**Problem.** A symmetric (unbuckled) Si dimer on Si(100) carries one dangling bond on each atom. Represent the two by real orthonormal orbitals $a$ and $b$, exchanged by the mirror plane through the middle of the dimer, and put two electrons in them. The one-electron matrix is $h_{aa}=h_{bb}=0$, $h_{ab}=-t$. With a static screened interaction $W$ and $(ij|kl)=\iint \phi_i(1)\phi_j(1)\,W\,\phi_k(2)\phi_l(2)$, define $U=(aa|aa)$, $V=(aa|bb)$, $X=(aa|ab)$, $J=(ab|ab)$.

Data: assumed $t=0.50$ eV, $X=0.08$ eV, $J=0.03$ eV, $U=2.60$ eV; typical dimer length $d\approx2.25$ Å; compiled measured values for bulk Si, $\varepsilon_\infty=11.85$ (Skelton 2020) and band gap $1.12$ eV (Wing 2021), both at 300 K. (a) Estimate $V$. (b) Find all levels. (c) Test the large-$(U-V)$ singlet-triplet formula. (d) Characterise the ground state.

**Student:** Part (a) already bothers me. I put two point charges on a planar vacuum-silicon boundary, where the effective dielectric constant is $(\varepsilon_\infty+1)/2=6.425$:
$$V\approx\frac{14.40\ \text{eV Å}}{6.425\times2.25\ \text{Å}}=0.996\ \text{eV}.$$
Continuum screening over one bond length can't be trusted.

**Lecturer:** It can't, so take $V=1.00$ eV as a scale only. You will see that excitation energies contain $U$ and $V$ only through $\Delta=U-V=1.60$ eV. Now write the Hamiltonian.

**Student:** Keeping every integral,
$$H=\sum_\sigma\left[-t+X(n_{a\bar\sigma}+n_{b\bar\sigma})\right](a^\dagger_\sigma b_\sigma+b^\dagger_\sigma a_\sigma)+U\sum_{i=a,b}n_{i\uparrow}n_{i\downarrow}+Vn_an_b+J\sum_{\sigma\sigma'}a^\dagger_\sigma b^\dagger_{\sigma'}a_{\sigma'}b_\sigma+J\,(a^\dagger_\uparrow a^\dagger_\downarrow b_\downarrow b_\uparrow+\text{h.c.}),$$
with $\bar\sigma$ the opposite spin. Why must exchange and pair hopping share one $J$? They do different things.

**Lecturer:** For real orbitals $(ab|ba)$ and $(ab|ab)$ are the same integral. The mirror gives $(bb|bb)=U$ and $(bb|ab)=X$, so four numbers exhaust the interaction. You can also avoid the fermion signs. $H$ doesn't act on spin, so work with spatial products $|ij\rangle=\phi_i(1)\phi_j(2)$, for which $\langle ij|W|kl\rangle=(ik|jl)$. With $\tau=t-X$, in the order $aa,ab,ba,bb$,
$$H=\begin{pmatrix}U&-\tau&-\tau&J\\-\tau&V&J&-\tau\\-\tau&J&V&-\tau\\J&-\tau&-\tau&U\end{pmatrix}.$$
Symmetric spatial functions go with the spin singlet, the antisymmetric one with the three triplet components: six states in all.

**Student:** The triplet is $(ab-ba)/\sqrt2$. The $\tau$ terms cancel and $E_T=V-J$. The ionic combination $(aa-bb)/\sqrt2$ is odd under the mirror, the only odd singlet, so it is an eigenstate with $E_{\rm odd}=U-J$. Left over are $|{\rm cov}\rangle=(ab+ba)/\sqrt2$ and $|{\rm ion}\rangle=(aa+bb)/\sqrt2$, with diagonal elements $V+J$ and $U+J$. I had their coupling as $-\sqrt2\,\tau$.

**Lecturer:** That is the coupling of $|{\rm cov}\rangle$ to $|aa\rangle$ alone. Between the two even states there are four elements $-\tau$ and a prefactor $1/2$, so $-2\tau$:
$$H_{\rm even}=\begin{pmatrix}V+J&-2\tau\\-2\tau&U+J\end{pmatrix},\qquad E_\mp=\frac{U+V}{2}+J\mp R,\qquad R=\sqrt{\frac{(U-V)^2}{4}+4(t-X)^2}.$$
Nothing was approximated within the two-orbital space. Numbers, please.

**Student:** $\tau=0.42$ eV, $\Delta/2=0.80$ eV, $2\tau=0.84$ eV, so $R=\sqrt{0.6400+0.7056}\ \text{eV}=1.16$ eV. The centre of the even pair is $(U+V)/2+J=1.83$ eV.

| State | Energy (eV) | Above ground state (eV) |
|---|---|---|
| even singlet $E_-$ | 0.67 | – |
| triplet (3 states) | 0.97 | 0.30 |
| odd singlet | 2.57 | 1.90 |
| even singlet $E_+$ | 2.99 | 2.32 |

The four energies add to $7.20$ eV, which is the trace $2U+2V$. The excitations are $R-\Delta/2-2J$, $R+\Delta/2-2J$ and $2R$, so only $\Delta$, $\tau$ and $J$ enter. Then $X$ is redundant: I could rename $t-X$ as $t$.

**Lecturer:** For two electrons, yes. A hopping electron then either finds the opposite spin on one of the two orbitals, which gives $-t+X$, or is Pauli-blocked. One electron alone hops with $t$, and its two levels are split by $2t=1.00$ eV. With three electrons the mobile one sees two of opposite spin, and the splitting is $2(t-2X)=0.68$ eV. That asymmetry is where $X$ shows itself. Now (c). Call the ground singlet $E_S=E_-$.

**Student:** Exactly,
$$E_S-E_T=2J+\frac{\Delta}{2}-\frac{\Delta}{2}\sqrt{1+\frac{16\tau^2}{\Delta^2}}=0.06+0.80-1.16=-0.30\ \text{eV}.$$
For $\Delta>0$, expanding the root gives
$$E_S-E_T=2J-\frac{4(t-X)^2}{U-V}+\frac{16(t-X)^4}{(U-V)^3}-\dots$$
Direct exchange favours the triplet, and virtual hopping into the ionic state favours the singlet. The first two terms give $0.06-0.44=-0.38$ eV. That is 27 per cent too large in magnitude. Have I slipped?

**Lecturer:** No. Evaluate the term you dropped.

**Student:** It is $+0.12$ eV, twice the direct exchange that I kept. Including it gives $-0.26$ eV, which overshoots. So I add more terms.

**Lecturer:** That won't work here. The series of $\sqrt{1+x}$ converges only for $|x|\le1$, which means $4|\tau|\le\Delta$, and you have $4\tau/\Delta=1.05$. The terms shrink at first and eventually grow. The superexchange formula is right in its limit, but this dimer isn't in that limit. Since $\sqrt{1+x}\le1+x/2$, the two-term formula always overstates the stabilisation of the singlet.

**Student:** Then why not the plain Hubbard dimer? With $V=X=J=0$ I get $U/2-\sqrt{U^2/4+4t^2}=-0.34$ eV, closer than the expansion.

**Lecturer:** By cancellation. Dropping $X$ and $J$ deepens the splitting, to $-0.48$ eV if both go, and dropping $V$ raises the ionic cost from 1.60 to 2.60 eV and pulls it back. Look at another level: the plain model puts the odd singlet $2.94$ eV above the ground state, against $1.90$ eV. One lucky number doesn't validate the truncation. Part (d).

**Student:** Write the ground state as $\cos\theta\,|{\rm cov}\rangle+\sin\theta\,|{\rm ion}\rangle$. Then $\cos2\theta=\Delta/2R$ and $\sin2\theta=2\tau/R$. The ionic weight is $\sin^2\theta=(1-0.80/1.16)/2=0.16$. A doubly filled bonding orbital would give one half, a pure spin pair zero. With $\pi,\pi^*=(a\pm b)/\sqrt2$, $|{\rm cov}\rangle=(\pi\pi-\pi^*\pi^*)/\sqrt2$ and $|{\rm ion}\rangle=(\pi\pi+\pi^*\pi^*)/\sqrt2$. The $\pi^*\pi^*$ amplitude is $(\sin\theta-\cos\theta)/\sqrt2$, so
$$n_{\pi^*}=1-\sin2\theta=1-\frac{0.84}{1.16}=0.28,\qquad n_\pi=1.72.$$
So it is neither an ordinary $\pi$ bond nor two localised spins. Could the triplet ever win?

**Lecturer:** It needs $2J>R-\Delta/2=0.36$ eV, that is $J>0.18$ eV, six times the assumed value. At 300 K, $k_BT=0.0259$ eV, and the model's triplet population is $3e^{-0.30\,\text{eV}/k_BT}\approx3\times10^{-5}$.

**Student:** Here is my real objection. The dimers on clean Si(100) typically buckle. Isn't this an exact answer for the wrong geometry?

**Lecturer:** It is the reference from which buckling starts. Tilting gives site energies $\pm\delta$. These shift $aa$ and $bb$ by $\pm2\delta$ and leave $ab$ and $ba$ alone, so the triplet doesn't move and the only new element is $2\delta$, between $|{\rm ion}\rangle$ and the odd singlet. To second order the ground state falls by $4\delta^2\sin^2\theta/(E_{\rm odd}-E_-)$. For an assumed $\delta=0.30$ eV at fixed $t,U,V,X,J$, that is $0.03$ eV, a tenth of the singlet-triplet gap. Larger $\Delta$ lowers the ionic weight and raises the denominator, so correlation weakens this drive to tilt. Whether the dimer tilts depends also on the elastic cost, which the model lacks.

**Student:** And the neighbours? And the bulk underneath?

**Lecturer:** Those are the larger omissions. Hopping between dimers along a row is typically about $t'\approx0.2$ eV. A chain with that hopping has a one-electron bandwidth $4t'=0.8$ eV, more than the $0.30$ eV gap, so on an extended row the levels become bands. Both excited singlets lie above the bulk gap of $1.12$ eV, where electron-hole pairs of the substrate have the same energy, so they can survive only as resonances.

**Student:** Then what may I quote?

**Lecturer:** The model's numbers, labelled as such. The inputs $t-X$, $U-V$ and $J$ were chosen to reproduce the typical picture of a symmetric dimer, a $\pi$ coupling of a few tenths of an eV and a $\pi^*$ occupation near 0.3, so $-0.30$ eV and $0.28$ confirm nothing about silicon. The $1.90$ eV line wasn't fitted. Surface-state transitions on the real buckled surface typically set in near 1 eV, so as an onset the isolated dimer's value is high by roughly a factor of two. What carries over to any symmetric pair of real orbitals is the structure: $V-J$, $U-J$, $E_\mp$, and the test $4|t-X|\ll U-V$ before you use the superexchange formula.